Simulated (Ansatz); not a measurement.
**Correcting a cheap level on B-containing molecules**

The atomisation energy (no zero-point term) in kJ/mol of 7 B-containing molecules: x at r2SCAN0-D4/def2-TZVPP, y at CCSD(T)/CBS estimate. Shapes, held fixed at every level: PBE0-D4/def2-TZVP. Flexible molecules stand in one conformer, not always the lowest. Programs: Ansatz 0.2.0.

| molecule | x (kJ/mol) | y (kJ/mol) |
| --- | --- | --- |
| C2H6BN (SMILES [BH3-][N+]#CC) | 3804 | 3833 |
| C2H9BS (SMILES [BH3-][S+](C)C) | 4503 | 4505 |
| BH(CH3)2(PH3) | 4794 | 4796 |
| C3H9BO (SMILES [BH3-][O+]=C(C)C) | 5324 | ? |
| C3H11BO (SMILES C[OH+][BH-](C)C) | 5900 | 5937 |
| C4H12B2Cl2 (SMILES C[B-]1(C)[Cl+][B-](C)(C)[Cl+]1) | 7644 | 7631 |
| C6H18B2O2 (SMILES CC[BH-]1[O+](C)[BH-](CC)[O+]1C) | 11002 | 11061 |

Question: Fit y = c + s·x to the known rows and predict y for C3H9BO.

Answer: 
1. Means of the 6 rows: x = 6274.50, y = 6293.8.
2. Σ(Δx)² = 35798500, Σ(Δx·Δy) = 35967614, so the slope is 35967614/35798500 = 1.0047.
3. Intercept: 6293.8 − (1.0047) × 6274.50 = -10.2. The largest residual of the fit is 39.
4. C3H9BO: -10.2 + 1.0047 × 5324 = 5339 kJ/mol.

CCSD(T)/CBS estimate gives 5350 kJ/mol, so the prediction is off by -11 kJ/mol, within the largest residual. Uncorrected, r2SCAN0-D4/def2-TZVPP misses C3H9BO by -26 kJ/mol, and the other rows by 24 on average. The line removes about 55 % of this miss. Left out in turn, the other rows are missed by 36 kJ/mol on average, worse than no correction. The CBS estimate extrapolates MP2 from def2-TZVPP and def2-QZVPP and adds CCSD(T) − MP2 in the triple-zeta set, cores frozen.

The slope near one mostly reflects that both levels count the same bonds; the error itself doesn't follow the total energy. It follows the donor atom instead: r2SCAN0 underbinds the nitrogen and oxygen adducts, most strongly the ring with two oxygens, nearly matches the reference for the sulfur and phosphorus adducts, and overbinds the chlorine-bridged dimer. A probable reason is that the hybrid's errors for compact second-period lone pairs and their polar bonds, relative to the free atoms, differ from those for the more diffuse third-period donors. A line in x alone can't represent this. The largest molecule, an oxygen compound, has the most leverage on the slope, and the chlorine dimer then gives the largest residual. The improvement for C3H9BO, itself an oxygen adduct, is therefore partly fortunate and doesn't support using the line for other boron compounds; a correction by element or bond type would be the more natural choice. Nor do total atomisation energies show how well the dative bond to boron itself is described.
